**Quadrature for the multicollinear spin-flip kernel, tested on the polarised electron gas**

The spin density is $\mathbf m(\mathbf r)$, in m$^{-3}$, with $m=n_\uparrow-n_\downarrow$ in a collinear state. We hold a collinear functional $E[n,m]$, even in $m$, and extend it to any $\mathbf m$ by

$$E^{\rm MC}[n,\mathbf m]=\big\langle E^{\rm eff}[n,\mathbf m\cdot\mathbf w]\big\rangle_{\mathbf w},\qquad E^{\rm eff}=E+\int m\,\frac{\delta E}{\delta m}\,d^3r ,$$

the average running over unit vectors $\mathbf w$. A global spin rotation only relabels $\mathbf w$, so $E^{\rm MC}$ is invariant. For $\mathbf m=m\hat{\mathbf z}$ put $t=w_z$. Since $E^{\rm eff}[n,tm]=\frac{d}{dt}\big(tE[n,tm]\big)$, the average $\int_0^1dt$ returns $E[n,m]$.

Now the kernel. With $f=\delta^2E/\delta m\,\delta m$ and $f(t)=f[n,tm]$, two derivatives of $E^{\rm eff}$ give $f^{\rm eff}=3f+t\,df/dt$. The azimuthal average of $w_x^2$ is $(1-t^2)/2$, and a partial integration gives

$$f_{xx}=\int_0^1\frac{1-t^2}{2}\Big(3f+t\frac{df}{dt}\Big)dt=\int_0^1 f\,\Big[\frac{3-3t^2}{2}-\frac{1-3t^2}{2}\Big]dt=\int_0^1 f\,dt .$$

The boundary term vanishes if $(1-t)f\to0$. The spin-flip potential is $\delta v_{\uparrow\downarrow}=f_{xx}(\delta m_x-i\,\delta m_y)=2f_{xx}\,\delta n_{\uparrow\downarrow}$, so $f^{\rm sf}=2\int_0^1f[n,tm]\,dt$. For an LDA energy density $e(n,m)$ this is $2(\partial e/\partial m)/m=(v_\uparrow-v_\downarrow)/(n_\uparrow-n_\downarrow)$, the Wang–Ziegler kernel.

**Question.** *If LDA has a closed form, why integrate?*

For LDA you shouldn't: the ratio costs one evaluation of the potential and is exact, apart from the limit needed at $m=0$. For a GGA that ratio is a different object, and it can diverge where $m$ crosses zero while $v_\uparrow-v_\downarrow$ doesn't. The integral scales $m$ and $\nabla m$ together and never divides by $m$, so it stays finite there, but in general it must be done numerically. LDA exchange is the bench on which the exact answer is known.

**The model**

With $\zeta=m/n$ and $C=\frac34(3/\pi)^{1/3}q_e^2/4\pi\varepsilon_0$, $q_e$ being the elementary charge,

$$e=-\tfrac12Cn^{4/3}\big[(1+\zeta)^{4/3}+(1-\zeta)^{4/3}\big],\qquad f=-\tfrac49Cn^{-2/3}g(\zeta),\qquad g(x)=\tfrac12\big[(1+x)^{-2/3}+(1-x)^{-2/3}\big].$$

Hence $f^{\rm sf}=-\frac89Cn^{-2/3}K(\zeta)$, with

$$K=\int_0^1g(\zeta t)\,dt=\frac{3}{2\zeta}\big[(1+\zeta)^{1/3}-(1-\zeta)^{1/3}\big],$$

which is 1.18432, 1.57935 and 1.88988 at $\zeta=0.8$, 0.99 and 1. For a scale, use $n=8.5\times10^{28}$ m$^{-3}$, a typical conduction-electron density of copper. Then $\frac89Cn^{-2/3}=7.83\times10^{-48}$ J m$^3$ and $f^{\rm sf}=-9.28\times10^{-48}$ J m$^3$ at $\zeta=0.8$. These are the model's numbers, since the polarisation is imposed and correlation is absent. The relative errors below don't depend on $n$.

**Three algorithms**

I count calls of the collinear functional per spatial grid point.

*S$_p$, the sphere average as defined.* Take $p$ Gauss–Legendre nodes in $\cos\theta$ and $2p$ equally spaced azimuths. This is exact for polynomials in $\mathbf w$ up to degree $2p-1$. The symmetry $\mathbf w\to-\mathbf w$ halves $2p^2$ directions to $M=p^2$ calls. Each call needs third derivatives, through $h=3g+xg'$. I count it as one call, which flatters S. For $\mathbf m$ along the pole the estimate of $K$ is the $p$-node rule for $\frac12\int_{-1}^1\frac{1-t^2}{2}h(\zeta t)\,dt$.

*G$_N$, the line integral.* As $g$ is even, take the $2N$-node rule on $[-1,1]$ and evaluate only its positive nodes: $M=N$ calls, second derivatives only, exact to degree $4N-1$.

*C$_N$, the mapped line integral.* Put $t=1-s^3$, so $K=\int_0^13s^2g\big(\zeta(1-s^3)\big)ds$, and use $N$ Gauss nodes on $[0,1]$, again with $M=N$.

Work is $N_gM$ for $N_g$ grid points. Memory doesn't grow with $M$ if nodes are accumulated one at a time, because only the kernel is kept. A symmetric matrix in $k$ variables has $k(k+1)/2$ entries. For G and C that is 1 number per point in LDA and 10 in a GGA, where $k=4$ for $m,\nabla m$. The full non-collinear kernel of S has $k=4$ or 16, so 10 or 136 numbers. Batching all nodes multiplies the buffers by $M$.

**How the error falls**

A $q$-node Gauss rule on $[-1,1]$ is exact to degree $2q-1$. Chebyshev coefficients of an analytic integrand fall as $\rho^{-j}$, where $\rho$ is the sum of the semi-axes of the largest ellipse with foci $\pm1$ that is free of singularities. The error is therefore of order $\rho^{-2q}$, up to powers of $q$. Our branch points sit at $t=\pm1/\zeta$, so

$$\rho=\frac{1+\sqrt{1-\zeta^2}}{\zeta},\qquad \epsilon_G\sim\rho^{-4M},\qquad \epsilon_S\sim\rho^{-2\sqrt M}.$$

At $\zeta=0.8$, $\rho=2$ and each call of G gains a factor 16 asymptotically. At $\zeta=0.99$ it gains 1.76. At $\zeta=1$ the singularity reaches the endpoint. The last node lies at $1-t\propto q^{-2}$, and the unresolved piece of $\int(1-t)^{-2/3}dt$ scales as $q^{-2/3}$. So $\epsilon_G\sim M^{-2/3}$ and $\epsilon_S\sim M^{-1/3}$, and one more digit from G costs 32 times the calls.

The map cures that endpoint. At $\zeta=1$ the integrand becomes $\frac32+\frac32s^2(2-s^3)^{-2/3}$, singular nearest at $s=2^{1/3}$. On $[-1,1]$ this is $u=2^{4/3}-1$, and the gain per call is $(u+\sqrt{u^2-1})^2=7.1$. For $\zeta<1$ the map creates branch points at $s^3=1-1/\zeta$, two of them complex, so the error oscillates in sign.

**Results**

Entries are the relative error, estimate$/K-1$, with $\mathbf m$ along the pole for S.

| rule | calls | $\zeta=0.8$ | $\zeta=0.99$ | $\zeta=1$ |
|---|---|---|---|---|
| G$_1$ | 1 | $-3.4\times10^{-2}$ | $-0.21$ | $-0.33$ |
| G$_2$ | 2 | $-1.8\times10^{-3}$ | $-9.1\times10^{-2}$ | $-0.23$ |
| G$_3$ | 3 | $-1.0\times10^{-4}$ | $-4.5\times10^{-2}$ | $-0.18$ |
| G$_4$ | 4 | $-6\times10^{-6}$ | $-2.4\times10^{-2}$ | $-0.15$ |
| C$_2$ | 2 | $-2.8\times10^{-2}$ | $+4.4\times10^{-3}$ | $-7.5\times10^{-3}$ |
| C$_3$ | 3 | $+1.6\times10^{-3}$ | $-2.1\times10^{-2}$ | $-9.2\times10^{-4}$ |
| C$_4$ | 4 | $-4.4\times10^{-4}$ | $-1.8\times10^{-3}$ | $-1.2\times10^{-4}$ |
| S$_2$ | 4 | $+6.5\times10^{-2}$ | $-6.2\times10^{-2}$ | $-0.21$ |
| S$_4$ | 16 | $+6.7\times10^{-3}$ | $-1.1\times10^{-2}$ | $-0.15$ |
| S$_6$ | 36 | $+5.7\times10^{-4}$ | $+5.1\times10^{-3}$ | $-0.12$ |

At $\zeta=0.8$ the last two steps of G gain 18 and 17, approaching 16. At $\zeta=1$ going from G$_2$ to G$_4$ gains 1.53, against the asymptotic $2^{2/3}=1.59$. The small S entries at 0.99 straddle a change of sign, and the C$_2$ entry there is a low point of the oscillation. Neither signals convergence.

**Question.** *Does the pole orientation treat S fairly?*

It matters. Put $\mathbf m$ in the equator along an azimuthal node, so that $t=\sin\theta\cos\phi$, and average the two transverse components. S$_4$ at $\zeta=0.8$ then has error $-7.9\times10^{-4}$ in place of $+6.7\times10^{-3}$. A finite grid breaks rotational invariance at the level of its quadrature error. Even the better figure, at 16 calls, loses to G$_3$.

**Question.** *Is C$_4$ good to $2\times10^{-3}$ for every polarisation?*

No. Let $\delta=1-\zeta$. The exact $K$ lies $\frac32\delta^{1/3}$ below $K(1)$ at leading order, and that deficit lives at $s\lesssim\delta^{1/3}$. When the smallest node $s_1$ lies beyond that range, the rule misses it. The worst case has $\delta^{1/3}$ of the order of $s_1\propto N^{-2}$. At $\zeta=0.9999$, C$_4$ has error $+1.5\times10^{-2}$. Over all $\zeta$ the worst error of C falls as $N^{-2}$ and that of G as $N^{-2/3}$.

**The choices, among the rules tabulated**

For a collinear reference with $\zeta\le0.8$, the cheapest rule is G$_2$ for $10^{-2}$, G$_3$ for $10^{-3}$ and G$_4$ for $10^{-5}$. Smaller $\zeta$ is safe. The series of $g$ has positive coefficients in even powers, Gauss rules underestimate each high even power, so the absolute shortfall grows with $\zeta$. As $K\ge1$, the relative error can exceed the tabulated one by at most the factor $K(0.8)$.

If full polarisation occurs, as it can in the outer tail of an open shell, a tolerance of $3\times10^{-2}$ in all three columns is met most cheaply by C$_2$. A tolerance of $2\times10^{-2}$ needs C$_4$, which also meets it at $\zeta=0.9999$. No G or S row meets either.

Inside a budget of two calls the best rule is G$_2$ at $\zeta=0.8$ and C$_2$ at 0.99 and 1. Inside four calls it is G$_4$ and C$_4$ respectively. Since $\zeta$ is known at each grid point, a code can switch locally between them.

**Question.** *Then when does anyone pay for the sphere?*

When the reference is non-collinear and the functional has gradients. The vectors $\mathbf m$ and $\partial_i\mathbf m$ then point along different spin axes, the azimuthal average can't be done by hand, and G and C don't apply. The bench suggests what that costs: S$_4$ inside a budget of 16 calls and S$_6$ inside 36. To match the rate $\rho^{-4N}$ of G$_N$ one needs $p=2N$, which means $4N^2$ calls against $N$, a ratio of $4N$ before the third derivatives are charged. A GGA has its own singularities in $t$, so its $\rho$ must be found afresh, while the call counts carry over unchanged.